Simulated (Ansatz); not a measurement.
## A ladder of methods for B2H6

The species is B2H6 (8 atoms), meant as a singlet with charge 0. The coordinates come from a GFN2-xTB relaxation.

```
atom    x (Å)    y (Å)    z (Å)
   B   0.5123  -0.6519   0.3616
   H   1.3483  -1.1845  -0.2678
   H   0.3617  -0.9945   1.4743
   H   0.6297   0.6511   0.2856
   B  -0.5127   0.6521  -0.3614
   H  -1.3479   1.1852   0.2679
   H  -0.3605   0.9943  -1.4738
   H  -0.6309  -0.6518  -0.2863
```

Quantity: the electronic atomisation energy, in eV. The values are calculated. Electronic energies at fixed atoms, without zero-point motion or spin-orbit coupling.

```
           level                    kind  program  value (eV)  less FCI/STO-3G  CPU time (all runs)
      PBE/STO-3G                     GGA   Ansatz       34.97            +4.83                1.3 s
   revPBE/STO-3G                     GGA   Ansatz       34.17            +4.03                1.3 s
   r2SCAN/STO-3G                meta-GGA   Ansatz       34.88            +4.74                3.4 s
     PBE0/STO-3G           global hybrid   Ansatz       34.72            +4.58                1.2 s
  r2SCAN0/STO-3G         hybrid meta-GGA   Ansatz       34.68            +4.54                3.1 s
CAM-B3LYP/STO-3G  range-separated hybrid   Ansatz       35.06            +4.92                1.4 s
     CCSD/STO-3G   coupled cluster or CI   Ansatz       30.08            -0.06               0.22 s
 CCSDT(Q)/STO-3G   coupled cluster or CI   Ansatz       30.14             0.00               0.74 s
      FCI/STO-3G      exact in the basis   Ansatz       30.14             0.00                 41 s
```

FCI/STO-3G is exact within its basis and frozen core, so for wave-function methods in that basis the difference is their error; functionals converge differently with the basis, so for them it is only a difference. The values span 30.08 to 35.06 eV. All rows use very small basis sets, so even the best lies far from the true value. CPU times are rough (shared hosts, several kinds of processor): they show what a rung costs within a factor of a few.

Within the minimal basis, CCSD recovers nearly all of the FCI atomisation energy, and CCSDT(Q) matches it to the printed precision. The bridging three-centre, two-electron B-H-B bonds are electron-deficient but not strongly correlated: their bonding orbitals are filled and well separated from the empty ones, so one determinant is a sound reference.

Even the FCI value exceeds the known atomisation energy of diborane. The likely cause is that STO-3G hydrogen functions are contracted to suit molecules, which leaves the free atoms too high in energy and inflates the binding.

The functionals lie higher still, probably because they take dynamic correlation from the density, whereas FCI can build it only from the few virtual orbitals available. Their offsets therefore do not measure intrinsic functional error. Exact exchange lowers the binding slightly from PBE to PBE0 and from r2SCAN to r2SCAN0, but CAM-B3LYP gives the largest value, so hybrids as a class do not bind less.
